Margin notes on the Heikes formula and the Chaikin-Beni limits

1. Conventions. Carriers have charge q (q = −e for electrons, +e for holes, e > 0), β = 1/kT and k/e = 86.17 µV/K. c is the mean number of carriers per site and ε the energy of one carrier on an isolated site. The electrochemical potential is μ̃ = μ + qφ. The Seebeck coefficient is defined at zero current by −∇μ̃/q = S∇T, so dilute electrons give S < 0.

2. The exact starting point. The particle current J_N and energy current J_E have the conjugate forces −∇(μ̃/T) and ∇(1/T). At a point where φ = 0,
J_N = M₁₁[−∇μ̃/T + μ∇T/T²] − M₁₂∇T/T².
Setting J_N = 0 gives ∇μ̃ = (μ − M₁₂/M₁₁)∇T/T, hence
S = (E* − μ)/(qT), E* = M₁₂/M₁₁. (1)
In Kubo theory M₁₁ and M₁₂ are the zero-frequency correlations of J_N with J_N and with J_E, with a common prefactor, so E* is the mean energy carried per transported particle. A shift of the energy zero moves E* and μ alike. The short form S → −μ/(qT) therefore hides two claims: that the zero is put at ε, and that E* − ε is small against kT. The second has to be shown.

3. Why μ survives and E* does not. Take independent spinless fermions in one band between E_min and E_max = E_min + W, with density of states ρ(E) normalised to 1 per site and transport function Σ(E) ≥ 0 (squared velocity times lifetime, summed over states of energy E). With F(a) = 1/(1 + e^(−a)) the occupation is F(β(μ − E)), and
c = ∫ρ F dE, E* = ∫E Σ F′ dE / ∫Σ F′ dE, F′ = F(1 − F) > 0.
E* is an average of E with a positive weight, so it lies in the band. F is monotonic and c is an average of it, so c = F(β(μ − Ē)) for some Ē in the band, that is μ = Ē + kT ln[c/(1 − c)]. Insertion in (1) gives
S = (k/q) ln[(1 − c)/c] + (E* − Ē)/(qT), |E* − Ē| ≤ W. (2)
The remainder is at most (k/e)W/kT for any scattering law. The limit is taken at fixed c, and there μ − ε grows linearly in T while E* stays trapped in the band. At fixed μ the same limit would give c → 1/2 and S → 0. For electrons (2) tends to the Heikes formula
S = −(k/e) ln[(1 − c)/c]. (3)

4. Size of the first corrections. Measure E from ε and let m_n, M_n be the moments of ρ and of the normalised Σ. For pure hopping m₁ = 0, because the hopping matrix has no diagonal. With a = βμ and F″ = F′(1 − 2F), expansion of c gives c = F(a) + β²m₂F″/2, so a = ln[c/(1 − c)] − β²m₂(1 − 2c)/2. Expansion of the weight, F′(a − βE) = F′ − βE F″, gives E* = M₁ − β(1 − 2c)(M₂ − M₁²). Then
qS/k = ln[(1 − c)/c] + βM₁ − β²(1 − 2c)(M₂ − M₁² − m₂/2) + O(β³). (4)
For flat ρ and Σ, M₁ = 0 and M₂ = m₂ = W²/12, so the correction is −(βW)²(1 − 2c)/24. At W = kT and c = 0.1 it is −0.033 against ln 9 = 2.197, or 1.5 per cent. Lattices with triangular loops are less kind. On the fcc lattice, E_k = −4t(c_x c_y + c_y c_z + c_z c_x) with c_x = cos(k_x a/2), the band runs from −12t to 4t for t > 0 and W = 16t. For a constant lifetime the weight is v_x² ∝ sin²(k_x a/2)(c_y + c_z)², with zone average 1/2. In the product with E_k only c_y c_z survives, with average (1/2)(2)(1/4) = 1/4, so M₁ = −4t(1/4)/(1/2) = −2t = −W/8. The approach to (3) is then linear in W/kT, with a sign set by the sign of t.

5. The energy current with on-site repulsion. Let H = H₀ + H_t, with H₀ = Σ h_i, h_i = εn_i + U n_i↑n_i↓, and H_t a sum of hops −tA, A = c†_iσ c_jσ. The currents are J = (i/ħ)[H, P], with P_N = ΣR_l n_l and P_E = P₀ + P_t, where P₀ = ΣR_l h_l and P_t places each hop energy at the bond midpoint. Define e_l = ε + U n_l,−σ. Then [h_i, A] = e_i A and [h_j, A] = −e_j A. To first order in t each hop contributes
[A, P₀] + ½(R_i + R_j)[H₀, A] = −(R_i e_i − R_j e_j)A + ½(R_i + R_j)(e_i − e_j)A = −(R_i − R_j) ½(e_i + e_j) A,
whereas [A, P_N] = −(R_i − R_j)A. Each hop carries ½(e_i + e_j), and the term [H_t, P_t] adds an energy of order t per hop. Omitting P_t would leave a current that depends on the origin of coordinates.

6. Which hops conduct at zero frequency. Since [H₀, A] = U(n_i,−σ − n_j,−σ)A, hops that change the number of doubly occupied sites oscillate at ±U/ħ. For U far above the level width, of order W, they feed optical absorption and not the dc response. Two resonant channels remain. In the lower one a lone electron moves to an empty site and carries ε. In the upper one an electron leaves a doubly occupied site for a site holding the opposite spin and carries ε + U. For kT ≫ W the sites are statistically independent, with y = e^(β(μ − ε)), u = e^(−βU),
Z = 1 + 2y + y²u, c = y ∂lnZ/∂y = (2y + 2y²u)/Z.
The channel weights are y·1/Z² and y²u·y/Z², in the ratio 1 : y²u. If both channels relax equally fast, which is a further premise,
qS/k = βU y²u/(1 + y²u) − ln y. (5)
The relation for c is the quadratic u(2 − c)y² + 2(1 − c)y − c = 0, with positive root
y = c/{(1 − c) + √[(1 − c)² + c(2 − c)u]}. (6)

7. The limits of Chaikin and Beni (1976). For W, U ≪ kT, u → 1, the square root equals 1 and y = c/(2 − c). Every hop, resonant or not, carries between ε and ε + U, so β(E* − ε) → 0 and for electrons
S = −(k/e) ln[(2 − c)/c], 0 < c < 2. (7)
This is (3) with occupation c/2 per spin-orbital. For W ≪ kT ≪ U and c < 1, u → 0, the square root equals 1 − c and y = c/[2(1 − c)]. The upper channel is suppressed as βU y²e^(−βU) whatever its relaxation time, the only remaining energy scale is t, so E* − ε = O(t) and
S = −(k/e) ln[2(1 − c)/c], 0 < c < 1. (8)
The crossover at c = 1/2 from (5) and (6):
U/kT; transport term; −ln y; S (µV/K)
0; 0; 1.0986; −94.7
2; 0.0551; 0.7820; −72.1
5; 0.0083; 0.6982; −60.9
∞; 0; 0.6931; −59.7
The two middle rows rest on the premise of equal relaxation, the outer rows do not.

8. Above half filling the short form fails. For c > 1 and U ≫ kT empty sites vanish, Z ≈ 2y + y²u, and c = (2 + 2yu)/(2 + yu) gives yu = 2(c − 1)/(2 − c). Now y²u → ∞, E* = ε + U, and μ also sits near ε + U. In (5) βU − ln y = −ln(yu), so S = +(k/e) ln[2(c − 1)/(2 − c)], the particle-hole image of (8). Keeping −(μ − ε)/(qT) alone would leave a spurious U/(eT). The divergence of (8) at c → 1 is also an artefact: at c = 1, (6) gives y²u = 1 and ln y = βU/2, and (5) gives S = 0. The two terms under the root in (6) are equal near |1 − c| ≈ e^(−βU/2), and (8) holds only outside that window.

9. The same results by counting. When all allowed configurations of N carriers on N_s sites have energy Nε, (ε − μ)/T is the entropy gained by adding one carrier, k ln[Ω(N + 1)/Ω(N)]. With C the binomial coefficient, C(M, N + 1)/C(M, N) = (M − N)/(N + 1). The counts Ω = C(N_s, N), C(2N_s, N) and 2^N C(N_s, N) give for large N the ratios (1 − c)/c, (2 − c)/c and 2(1 − c)/c, which are (3), (7) and (8). So qS is the derivative ∂s/∂c of the entropy per site, not the entropy per carrier s/c, and it changes sign where s is largest, at c = 1/2, 1 and 2/3.

10. Degenerate ions. Let a site have g₀ states without the carrier, g₁ with it, and never two carriers. Then Z = g₀ + g₁y, c/(1 − c) = (g₁/g₀)y, every hop carries ε, and
S = (k/q) ln[(g₁/g₀)(1 − c)/c]. (9)
Equation (3) is g₁ = g₀ and (8) is g₁/g₀ = 2, a difference of (k/e) ln 2 = 59.7 µV/K in magnitude. A degeneracy counts only if its splitting is below kT. For g₀ = 1 and a doublet split to ε ∓ b, Z = 1 + 2y cosh βb, and with equal hop rates the weights e^(±βb) give E* = ε − b tanh βb. The term ln 2 becomes ln(2cosh βb) − βb tanh βb, the entropy of the split doublet in units of k, which falls to zero for b ≫ kT. Using the cosh term alone, without the shift of E*, would make S grow as b/T.

11. Why a hopping barrier is absent from S. Real oxides rarely have bare bands narrower than kT, and the formula is applied to small polarons. Give each site a classical coordinate Q with energy ½κQ² − γQn. An occupied site relaxes to Q₀ = γ/κ and its level drops by E_p = γ²/2κ. With equal κ the vibrational partition functions of occupied and empty sites differ only by e^(βE_p), so ε in (9) is the relaxed level. A hop i → j needs Q_i = Q_j. Q_i is Gaussian about Q₀ with variance kT_i/κ and Q_j is Gaussian about 0 with variance kT_j/κ, so the density of coincidence is
exp{−κQ₀²/[2k(T_i + T_j)]}/√[2πk(T_i + T_j)/κ].
At uniform T this is activated with E_a = κQ₀²/4 = E_p/2. It is symmetric in T_i and T_j, as is the relative velocity at coincidence, whose variance is also proportional to T_i + T_j. Forward and backward rates then differ only by the factor e^(−βqΔφ), with Δ meaning j minus i. The sums over internal states are equal by microscopic reversibility, and each state has probability c/g₁ or (1 − c)/g₀. Zero net flux, c_i(1 − c_j)e^(−βqΔφ) = c_j(1 − c_i), means Δ ln[c/(1 − c)] = −βqΔφ. Since c/(1 − c) = (g₁/g₀)e^(β(μ − ε)), this reads Δμ − (μ − ε)ΔT/T = −qΔφ, or S = (ε − μ)/(qT), which is (9). The barrier energy is drawn from both sites alike and is not transported. The conclusion survives quantisation for displaced oscillators of equal frequency, whose overlap factors are the same for adding and for removing a carrier. It fails if the carrier softens the lattice. Classically each mode multiplies g₁/g₀ by ω₀/ω₁, and the variance sum becomes kT_i/κ₁ + kT_j/κ₀, so that a fraction of order (κ₀ − κ₁)/(κ₀ + κ₁) of E_a is carried.

12. Range of validity. The results need (i) linear response and one carrier type, (ii) an effective width below kT, with remainder bounded by W/(eT) in (2), or incoherent hopping between equivalent sites, (iii) U clearly below kT for (7), or clearly above it with 1 − c ≫ e^(−βU/2) for (8), (iv) exchange, spin-orbit and lattice splittings either far below or far above kT when g₀ and g₁ are chosen, (v) intersite repulsion and site-energy disorder below kT, since both change the count Ω and shift E*, and (vi) c taken as the density on the sites that conduct, which equals the dopant level only if the dopants are ionised. A temperature-independent S follows only if c and g₁/g₀ are constant.

13. Illustration: Li-doped NiO, an oxide also used in resistive memory cells. In Li_xNi₁₋ₓO neutrality, x + 2(1 − x) + p = 2, gives p = x holes on 1 − x nickel sites, so c = x/(1 − x) and (1 − c)/c = (1 − 2x)/x. The assumed conditions are x = 0.001, T = 1000 K (kT = 0.0862 eV), small-polaron hopping and no nickel vacancies. With the compiled lattice constant a = 4.171 Å (Liu 2019, temperature not stated) and four cations per cube, p = 4x/a³ = 5.5×10¹⁹ cm⁻³. Full ionisation with g₁ = g₀ gives S = (k/e) ln 998 = +595 µV/K.

Degeneracy. The assumed ionic states are Ni²⁺ with spin 1 and no orbital degeneracy (g₀ = 3) and a hole site with spin 1/2 and an e_g doublet, g₁ = 4, or g₁ = 2 if a Jahn-Teller distortion splits the doublet. These add (k/e) ln(4/3) = +25 or (k/e) ln(2/3) = −35 µV/K. The background spin matters: the ln 2 of (8) belongs to g₀ = 1 and is the wrong count here. T is 1.9 times the compiled Néel temperature of 523 K (Fischer 2009), so long-range order is absent, but short-range order reduces the spin entropies and makes the spin term uncertain by a part of its 35 µV/K.

Trapping. The compiled ε∞ = 5.7 (Chen 2018) and infrared main modes ω_LO = 592, ω_TO = 392 cm⁻¹ (AVS 60th Symposium 2013, room temperature presumed) give by the one-mode Lyddane-Sachs-Teller relation ε_s = 5.7(592/392)² = 13.0. Li⁺ on a divalent site has net charge −e, and its 12 nearest nickel sites lie at a/√2 = 2.949 Å, so point charges in a continuum bind by E_b = 14.40 eV Å/(13.0 × 2.949 Å) = 0.376 eV, a crude estimate at this distance. With at most one hole per Li the shell has partition function g₀¹² + 12g₁g₀¹¹ y e^(βE_b), so its filling obeys f/(1 − f) = K c/(1 − c), K = 12e^(βE_b), with c now the filling of free sites. The dilute balance c + xf = x becomes c(1 + Kc) = x, or c = [√(1 + 4Kx) − 1]/(2K). Here βE_b = 4.36, K = 9.4×10², c = 6.3×10⁻⁴, and S = +635 µV/K for g₁ = g₀. Trapping adds 40 µV/K, more than either degeneracy term. Removing 13x sites from the free set changes S by at most 1.1 µV/K. Counting the next two shells as traps too (6 sites at a, 24 at a√(3/2), binding E_b/√2 and E_b/√3) raises K to 1.37×10³ and gives c = 5.6×10⁻⁴ and 645 µV/K. For Kx ≫ 1, c = √(x/K) and S = (k/e)[βE_b/2 + ½ ln(12/x)], which rises on cooling. At 300 K, with K = 2.5×10⁷, c = 6.3×10⁻⁶ and all degeneracies assumed frozen, the model gives 1.0 mV/K, so no plateau is expected there.

Lattice terms. With 1/ε∞ − 1/ε_s = 0.0985 and an assumed polaron radius r = a/2, the continuum estimate E_p = (14.40 eV Å/2r) × 0.0985 = 0.34 eV gives E_a = 0.17 eV. Adding E_a/(eT) = 170 µV/K to S would be the mistake that note 11 excludes. An assumed softening of three local modes by 10 per cent adds 3(k/e) ln(1/0.9) = 27 µV/K, and with κ₁ = 0.81κ₀ a fraction 0.105 of E_a is carried, of order 18 µV/K. The softer occupied site supplies the larger share of the barrier, so this term is positive for holes like the first, and the two add to about 45 µV/K. Since ħω_LO = 73.4 meV is close to kT, these classical sizes are rough.

If the holes are not self-trapped. These inputs do not decide whether E_p outweighs the band energy lost on localisation. For dilute carriers in a flat band with z = βW/2, Boltzmann statistics gives c = e^a sinh z/z and βE* = 1 − z coth z, so qS/k = ln(1/c) + ln(sinh z/z) + 1 − z coth z, which reduces to the −(βW)²/24 of note 4 at small z. An assumed W = 0.5 eV has βW = 5.8 and shifts S by −67 µV/K at the same c, about a tenth of the total. A thermopower near the Heikes value is thus no proof of hopping.

The model's value at x = 0.001 and 1000 K is 600 µV/K for g₁/g₀ = 2/3 and 660 µV/K for 4/3, positive as for holes. Outer trap shells add about 10 µV/K, lattice softening about 45 µV/K, and a reduction of the negative spin term by short-range order up to 35 µV/K. All three raise S, for g₁/g₀ = 4/3 to 715 µV/K without the spin correction and up to 750 µV/K with it, so the model supports 0.6 to 0.75 mV/K and cannot fix g₁/g₀ unless the free-hole fraction is known independently.